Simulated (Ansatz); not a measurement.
AlRu: the change of energy above lowest point with volume scale

All results are calculated (Ansatz 0.2.0). Free energy against uniform scaling of the volume at fixed shape and fractions; periodic cell, basis, potentials, k mesh and filling as listed.

The cell before it is scaled or strained (space group Pm-3m, No. 221):
```
cell vectors (Å)
   2.9916     0.0000     0.0000
   0.0000     2.9916     0.0000
   0.0000     0.0000     2.9916
atoms (fractions of the cell vectors)
Al  0.00000  0.00000  0.00000
Ru  0.50000  0.50000  0.50000
```

Settings of every row: functional PBE; dispersion none; potentials all-electron LAPW; k mesh 10x10x10; k shift 0x0x0; occupations fermi dirac; smearing width 0.05 eV; spin none; SCF threshold exponent -9.

Limits: coarse k mesh, up to 40 meV an atom off.

```
row  volume scale  V (Å³/atom)  energy above lowest point (meV/atom)
  1          0.94       12.584                                  49.6
  2          0.96       12.851                                     ?
  3          0.98       13.119                                   8.8
  4             1       13.387                                   0.8
  5          1.02       13.655                                     0
  6          1.04       13.922                                   5.6
  7          1.06        14.19                                  17.1
```

Question: what energy above lowest point should row 2 give?

Worked fit of energy above lowest point. Take u = (V_r/V)^(2/3) − 1 with V_r = 13.521 Å³ an atom, which is twice the finite (Eulerian) strain; such expansions in the strain, on which the Birch-Murnaghan equation of state is built, carry the rest volume and the bulk modulus. The shown rows have u = 0.04904, 0.02033, 0.00666, -0.00655, -0.0193, -0.03168. Least squares give energy above lowest point = −0.46 + 59.2 × u + 19458 × u² + 3105 × u³ meV/atom; a parabola predicts inner rows, each left out in turn, worse (root mean square 0.068 against 0.03 meV/atom). All shown rows lie on it to the printed digit. Its lowest point lies at u = -0.0015, or V = 13.55 Å³ an atom, and the curvature there gives the bulk modulus at fixed shape and fractions, B = (4/9)(1 + u)² E″(u)/V = 204 GPa. The withheld row has u = 0.03446, so the fit gives −0.46 + 59.2 × (0.03446) + 19458 × (0.03446)² + 3105 × (0.03446)³ = 24.8 meV/atom.

The calculation gave 24.7 meV/atom. The fit lies 0.1 meV/atom (0.2 % of the column's range) above it, one unit of the last digit.
